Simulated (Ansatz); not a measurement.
## Ag vacancy in LaAl2Ag3

All numbers are calculated (r2SCAN, no spin polarisation, no spin-orbit coupling; Ansatz, PAW set soft_2, 500 eV, k-mesh 3×3×2 shifted by half a step), not measured.

The relaxed host crystal (no gap at this level of theory):

```xyz
6
Lattice="2.7330 -4.9219 0.0000 2.7330 4.9219 0.0000 0.0000 0.0000 4.4941" Properties=species:S:1:pos:R:3 pbc="T T T"
Ag    2.7330   -1.7431    0.0000
Ag    2.7330    1.7431    0.0000
Ag    2.7330    0.0000    2.2471
Al    1.3665   -2.4609    2.2471
Al    1.3665    2.4609    2.2471
La    0.0000    0.0000    0.0000
```

Supercell of 24 atoms, rows of the matrix [[1,1,1],[-1,-1,1],[1,-1,0]] times the cell vectors; Ag vacancy at (0.677, 0.323, 0.000) in fractions of the cell above. Atoms are relaxed at the host's cell, from a start shaken by 0.03 Å near the defect.

Distances from the empty Ag site (Å), by shell of the perfect crystal:

| shell | perfect crystal | relaxed, charge 0 |
| --- | --- | --- |
| 4 Al | 2.73 | 2.68 |
| 2 Ag | 2.84 | 2.78 |
| 2 Ag | 3.09 | 3.12 |
| 1 La | 3.18 | 2.96 |

```tsv
charge	gap of the cell on the mesh (eV)
0	0.00
```

Formation energy of the neutral defect: 0.71 eV, taking atoms from and to the elements' standard states (no corrections for gases), so it belongs to those chemical potentials alone.

Caveats: small supercell, so energies and levels can be off by tenths of an eV; one random start near the defect, so other minima are possible.

The empty Ag site draws in most of its surroundings, La most of all: its distance falls from 3.18 to 2.96 Å, while the Al and nearer Ag shells contract only slightly. The Ag pair at 3.09 Å breaks the pattern by moving out to 3.12 Å, so the relaxation is not a uniform collapse. Size is the probable reason. La is the largest atom in a densely packed intermetallic, and removing a neighbour from its own layer opens space on one side, towards which the remaining contacts push it.

Since the host is metallic, conduction electrons should screen the missing Ag core within a short distance. The vacancy is therefore better seen as a local disturbance of metallic bonding than as a donor or acceptor with charge-transition levels. The positive formation energy of 0.71 eV refers to elemental Ag, the Ag-rich limit, and a lower Ag chemical potential would reduce it. Whether vacancies prefer this site to the Ag position in the Al-containing layer remains open.
